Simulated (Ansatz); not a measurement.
# HfC: energy above lowest point against volume scale

Results calculated with Ansatz 0.2.0, not measured. Free energy against uniform scaling of the volume at fixed shape and fractions; periodic cell, basis, potentials, k mesh and filling as listed.

The cell before it is scaled or strained (space group Fm-3m, No. 225):
```
CELL_PARAMETERS angstrom
0.00000 2.32500 2.32500
2.32500 0.00000 2.32500
2.32500 2.32500 0.00000
ATOMIC_POSITIONS crystal
Hf 0.50000 0.50000 0.50000
C 0.00000 0.00000 0.00000
```

Settings of every row: functional PBE; dispersion none; potentials all-electron LAPW; k mesh 11x11x11; k shift 0x0x0; occupations cold; smearing width 0.1 eV; spin none; SCF threshold exponent -10.

Limits: coarse k mesh, up to 40 meV an atom off; no spin-orbit coupling, which can matter with elements this heavy.

| row | volume scale | V (Å³/atom) | energy above lowest point (meV/atom) |
| --- | --- | --- | --- |
| 1 | 0.94 | 11.814 | 38.3 |
| 2 | 0.97 | 12.191 | 9.5 |
| 3 | 1 | 12.568 | 0 |
| 4 | 1.03 | 12.945 | ? |
| 5 | 1.06 | 13.322 | 28.6 |

Question: what energy above lowest point should row 4 give?

Worked fit of energy above lowest point. Take u = (V_r/V)^(2/3) − 1 with V_r = 12.38 Å³ an atom, which is twice the finite (Eulerian) strain; such expansions in the strain, on which the Birch-Murnaghan equation of state is built, carry the rest volume and the bulk modulus. The shown rows have u = 0.03169, 0.01031, -0.01, -0.04771. Least squares give energy above lowest point = 2.5 + 460.5 × u + 21119 × u² meV/atom; a straight line predicts inner rows, each left out in turn, worse (root mean square 21 against 0.015 meV/atom). All shown rows lie on it to the printed digit. Its lowest point lies at u = -0.0109, or V = 12.59 Å³ an atom, and the curvature there gives the bulk modulus at fixed shape and fractions, B = (4/9)(1 + u)² E″(u)/V = 234 GPa. The withheld row has u = -0.02931, so the fit gives 2.5 + 460.5 × (-0.02931) + 21119 × (-0.02931)² = 7.1 meV/atom.

The calculation gave 7.1 meV/atom. The fit meets it to the printed digit.
